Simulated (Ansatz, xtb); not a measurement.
Two isomers of CH5BFO+

Structure a is `C[OH+]BF`, a singlet and structure b is `CB([OH2+])F`, a singlet. Both are isolated ions in the gas phase, relaxed with r2SCAN-D4/def2-SVP; the shapes shown needn't be the lowest conformers.

a (Å):

```csv
atom,x (Å),y (Å),z (Å)
C,-0.8219,-0.4604,-1.8789
B,0.8402,-2.3190,-1.0143
F,0.8185,-3.5214,-0.5577
O,-0.4761,-1.8112,-1.3310
H,-1.3054,-0.6261,-2.8477
H,0.1331,0.0637,-1.9811
H,-1.4776,0.0202,-1.1450
H,-1.2401,-2.4074,-1.1740
H,1.7643,-1.5952,-1.2040
```

b (Å):

```
atom    x (Å)    y (Å)    z (Å)
   C   0.0540  -0.2649  -1.5842
   B   0.2823  -1.7626  -1.4302
   F   1.3702  -2.4603  -1.3739
   O  -0.8875  -2.6850  -1.3157
   H   0.5484   0.0745  -2.5125
   H   0.5832   0.2597  -0.7682
   H  -0.9918   0.0702  -1.5992
   H  -0.7780  -3.6545  -1.2160
   H  -1.8185  -2.3886  -1.3322
```

Quicker runs give these differences E(b) − E(a): GFN2-xTB −9.3 kJ/mol; HF/STO-3G −44.3 kJ/mol (at GFN2-xTB geometries); r2SCAN-D4/def2-SVP//GFN2-xTB −101.7 kJ/mol.

**Question.** Estimate E(b) − E(a) at the level CCSD(T)/def2-TZVP.

**Answer.** Calculated at CCSD(T)/def2-TZVP: E(b) − E(a) = −80.6 kJ/mol, so structure b lies lower.

The same difference at several levels:

```tsv
level	geometry	E(b) − E(a) (kJ/mol)	departure from the last row (kJ/mol)	job, with rough time for the two
GFN2-xTB	GFN2-xTB	−9.3	+71.3	optimisation, 0.55 s
HF/STO-3G	GFN2-xTB	−44.3	+36.3	single point, 0.56 s
r2SCAN-D4/def2-SVP//GFN2-xTB	GFN2-xTB	−101.7	−21.1	single point, 3.4 s
r2SCAN-D4/def2-SVP	r2SCAN-D4/def2-SVP	−95.0	−14.4	optimisation, 46 s
HF/def2-TZVP	r2SCAN-D4/def2-SVP	−65.7	+14.9	part of the CCSD(T) run
MP2/def2-TZVP	r2SCAN-D4/def2-SVP	−87.4	−6.8	part of the CCSD(T) run
CCSD(T)/def2-TZVP	r2SCAN-D4/def2-SVP	−80.6		single point, 76 s
```

As drawn, b has 1 C–B, 1 O–H in place of 1 C–O, 1 B–H.

The levels shown agree on the order. The largest departure from CCSD(T)/def2-TZVP is that of GFN2-xTB, 71.3 kJ/mol.

With harmonic frequencies from r2SCAN-D4/def2-SVP (ideal gas, rigid rotor, one conformer each, 298.15 K, 1 atm): the zero-point term adds −3.5 kJ/mol; ΔH is −83.4 and ΔG −85.0 kJ/mol.

The correlated steps freeze 4 core orbitals. Run with Ansatz 0.2.0, xtb 6.7.1; the last row on 2 threads of Intel(R) Xeon(R) Processor @ 2.50GHz (Skylake/Cascade Lake) on a shared host.

Moving the methyl group from oxygen to boron is clearly favourable, and every level agrees on the direction. Both ions can be viewed as a fluoroborinium cation bound to a neutral oxygen donor: methanol on HBF⁺ in a, water on CH3BF⁺ in b. Methanol is the better donor, but the methyl group probably does more good on the electron-poor boron, where σ donation and hyperconjugation relieve the deficiency directly. The exchange also trades a C–O bond weakened by oxonium character for a strong O–H bond.

Hartree–Fock already recovers most of the preference in the larger basis, so the ordering doesn't depend on electron correlation. Correlation strengthens it, with MP2 overshooting modestly before the coupled-cluster treatment brings it back to −80.6 kJ/mol. Thermal and entropic terms barely alter the balance, as expected for two compact isomers with similar frameworks. The preference is thermodynamic and says nothing about how readily a would rearrange, since that requires both methyl and hydrogen to change partners.
